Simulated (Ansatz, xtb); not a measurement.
# Relative energy of two isomers of C2H5ClSi

We compare X, `C=[Si](C)Cl`, a singlet, with Y, `C=C[SiH2]Cl`, a singlet. Both are isolated molecules in the gas phase, relaxed with B3LYP-D3(BJ)/6-311G**; the shapes shown needn't be the lowest conformers.

X (Å):

```yaml
atoms:
  - { symbol: C, position_ang: [-0.6551, 0.8592, 0.4339] }
  - { symbol: C, position_ang: [-1.1382, -1.2146, -1.9535] }
  - { symbol: Cl, position_ang: [1.8061, -1.0320, -0.6184] }
  - { symbol: Si, position_ang: [-0.1437, -0.3447, -0.6443] }
  - { symbol: H, position_ang: [-1.6795, 1.2129, 0.4101] }
  - { symbol: H, position_ang: [-0.0011, 1.3122, 1.1671] }
  - { symbol: H, position_ang: [-1.1638, -2.2909, -1.7700] }
  - { symbol: H, position_ang: [-2.1600, -0.8293, -1.9446] }
  - { symbol: H, position_ang: [-0.7058, -1.0496, -2.9427] }
```

Y (Å):

```yaml
atoms:
  - { symbol: C, position_ang: [-0.2094, 1.2543, -1.4778] }
  - { symbol: C, position_ang: [-0.8408, 0.3666, -0.7061] }
  - { symbol: Cl, position_ang: [-0.2302, -2.7502, -0.0846] }
  - { symbol: Si, position_ang: [-1.2196, -1.3544, -1.2851] }
  - { symbol: H, position_ang: [-0.0006, 2.2660, -1.1423] }
  - { symbol: H, position_ang: [0.1282, 1.0067, -2.4803] }
  - { symbol: H, position_ang: [-1.1507, 0.6662, 0.2931] }
  - { symbol: H, position_ang: [-2.6594, -1.6760, -1.1762] }
  - { symbol: H, position_ang: [-0.7359, -1.5308, -2.6722] }
```

Estimate which is lower in electronic energy at CCSD(T)/def2-SVP + ΔMP2/def2-TZVPP, and by roughly how much.

The CCSD(T)/def2-SVP + ΔMP2/def2-TZVPP calculation puts structure Y lower, by 8.9 kcal/mol.

The same difference at several levels:

```json
{"level": "GFN2-xTB", "geometry": "GFN2-xTB", "E(Y) − E(X) (kcal/mol)": "−18.1", "departure from the last row (kcal/mol)": "−9.2", "job, with rough time for the two": "optimisation, 4.3 s"}
{"level": "HF/STO-3G", "geometry": "GFN2-xTB", "E(Y) − E(X) (kcal/mol)": "−30.5", "departure from the last row (kcal/mol)": "−21.6", "job, with rough time for the two": "single point, 1.9 s"}
{"level": "r2SCAN-D4/def2-SVP", "geometry": "GFN2-xTB", "E(Y) − E(X) (kcal/mol)": "−7.0", "departure from the last row (kcal/mol)": "+1.9", "job, with rough time for the two": "single point, 9.3 s"}
{"level": "B3LYP-D3(BJ)/6-311G**", "geometry": "B3LYP-D3(BJ)/6-311G**", "E(Y) − E(X) (kcal/mol)": "−8.7", "departure from the last row (kcal/mol)": "+0.2", "job, with rough time for the two": "optimisation, 1.9 min"}
{"level": "HF/def2-SVP", "geometry": "B3LYP-D3(BJ)/6-311G**", "E(Y) − E(X) (kcal/mol)": "−18.4", "departure from the last row (kcal/mol)": "−9.5", "job, with rough time for the two": "part of the CCSD(T) run"}
{"level": "MP2/def2-SVP", "geometry": "B3LYP-D3(BJ)/6-311G**", "E(Y) − E(X) (kcal/mol)": "−10.5", "departure from the last row (kcal/mol)": "−1.6", "job, with rough time for the two": "part of the CCSD(T) run"}
{"level": "CCSD(T)/def2-SVP", "geometry": "B3LYP-D3(BJ)/6-311G**", "E(Y) − E(X) (kcal/mol)": "−12.1", "departure from the last row (kcal/mol)": "−3.1", "job, with rough time for the two": "single point"}
{"level": "CCSD(T)/def2-SVP + ΔMP2/def2-TZVPP", "geometry": "B3LYP-D3(BJ)/6-311G**", "E(Y) − E(X) (kcal/mol)": "−8.9", "departure from the last row (kcal/mol)": "", "job, with rough time for the two": "single point, 35 s"}
```

As drawn, Y has 1 C=C, 2 Si–H in place of 1 C=Si, 2 C–H.

The levels shown agree on the order. The largest departure from CCSD(T)/def2-SVP + ΔMP2/def2-TZVPP is that of HF/STO-3G, 21.6 kcal/mol. The last row adds to CCSD(T) the change of the MP2 difference between the two basis sets, here +3.1 kcal/mol, a large step that makes the value less sure.

With harmonic frequencies from B3LYP-D3(BJ)/6-311G** (ideal gas, rigid rotor, one conformer each, 298.15 K, 1 atm): the zero-point term adds −1.4 kcal/mol; ΔH is −10.6 and ΔG −10.1 kcal/mol.

The correlated steps freeze 12 core orbitals. Mirror images aren't counted in ΔG. Programs: Ansatz 0.2.0, xtb 6.7.1; the last row on 2 threads of Intel(R) Xeon(R) Processor @ 2.50GHz (Skylake/Cascade Lake) on a shared host.

The vinylsilane Y lies below the silene X, chiefly because a C=C π bond is much stronger than a Si=C one: silicon's diffuse 3p orbital overlaps poorly with carbon 2p across the longer bond. The preference is only moderate because Y pays for its π bond by exchanging two strong C–H bonds for weaker Si–H bonds. Those softer Si–H vibrations also explain why the zero-point term favours Y further.

In the same basis, Hartree–Fock gives −18.4 kcal/mol and CCSD(T) −12.1, so correlation stabilises the silene more, probably because its weaker π bond has closer-lying π and π* levels. MP2 overshoots this correction slightly. The order is well supported, but B3LYP's near coincidence with the final value is no proof of comparable accuracy, since the basis-set step is far larger than their difference. The energy gap says nothing about how long X would persist, which depends on the barrier to rearrangement and, for a silene, on how readily it dimerises.
